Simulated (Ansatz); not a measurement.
Sc: the change of pressure and energy less free atoms with volume per atom

Periodic Kohn-Sham DFT of a crystal at fixed atoms; pressure and stress are positive in compression; the energy is the free energy less that of spherical unpolarised free atoms; site moments are those in the method's own spheres, positive along +z. The results are calculated, by Ansatz 0.2.0.

Cell of the first row (space group P6_3/mmc, No. 194):
```
cell vectors (Å)
   3.2467     0.0000     0.0000
  -1.6234     2.8118     0.0000
   0.0000     0.0000     5.2605
atoms (fractions of the cell vectors)
Sc  0.33333  0.66667  0.25000
Sc  0.66667  0.33333  0.75000
```

Settings of every row: method all-electron LAPW; functional PBEsol; relativity scalar; k mesh 14x14x8; filling fermi-dirac; smearing width 0.08 eV; basis error target 0.25 meV/atom; nucleus gaussian.

Atom:
```
element  start moment (bohr magneton)
     Sc                             1
     Sc                             1
```

```
row  volume per atom (Å³)  pressure (GPa)  energy less free atoms (eV/atom)
  1                24.012          -0.644                           -4.9313
  2                24.512               ?                                 ?
  3                25.012          -2.723                           -4.9206
  4                25.512           -3.63                           -4.9106
  5                26.013          -4.459                            -4.898
```

Cell moment is 0 bohr magneton in every row.

Question: what pressure and energy less free atoms should row 2 give?

Worked fit of pressure. Take u = (V_r/V)^(2/3) − 1 with V_r = 25.262 Å³ an atom, which is twice the finite (Eulerian) strain; such expansions in the strain, on which the Birch-Murnaghan equation of state is built, carry the rest volume and the bulk modulus. The shown rows have u = 0.03441, 0.00665, -0.00654, -0.01934. Least squares give pressure = −3.1868 + 68.706 × u + 150.9 × u² GPa; a straight line predicts inner rows, each left out in turn, worse (root mean square 0.067 against 0.00065 GPa). All shown rows lie on it to the printed digit. The withheld row has u = 0.0203, so the fit gives −3.1868 + 68.706 × (0.0203) + 150.9 × (0.0203)² = -1.730 GPa.

The calculation gave -1.73 GPa. The fit meets it to the printed digit.

Worked fit of energy less free atoms. Take u = (V_r/V)^(2/3) − 1 with V_r = 25.262 Å³ an atom, which is twice the finite (Eulerian) strain; such expansions in the strain, on which the Birch-Murnaghan equation of state is built, carry the rest volume and the bulk modulus. The shown rows have u = 0.03441, 0.00665, -0.00654, -0.01934. Least squares give energy less free atoms = −4.91595 − 0.7552 × u + 8.982 × u² eV/atom; a straight line predicts inner rows, each left out in turn, worse (root mean square 0.004 against 6.1e-05 eV/atom). All shown rows lie on it to the printed digit. The withheld row has u = 0.0203, so the fit gives −4.91595 − 0.7552 × (0.0203) + 8.982 × (0.0203)² = -4.9276 eV/atom.

The calculation gave -4.9276 eV/atom. The fit meets it to the printed digit.
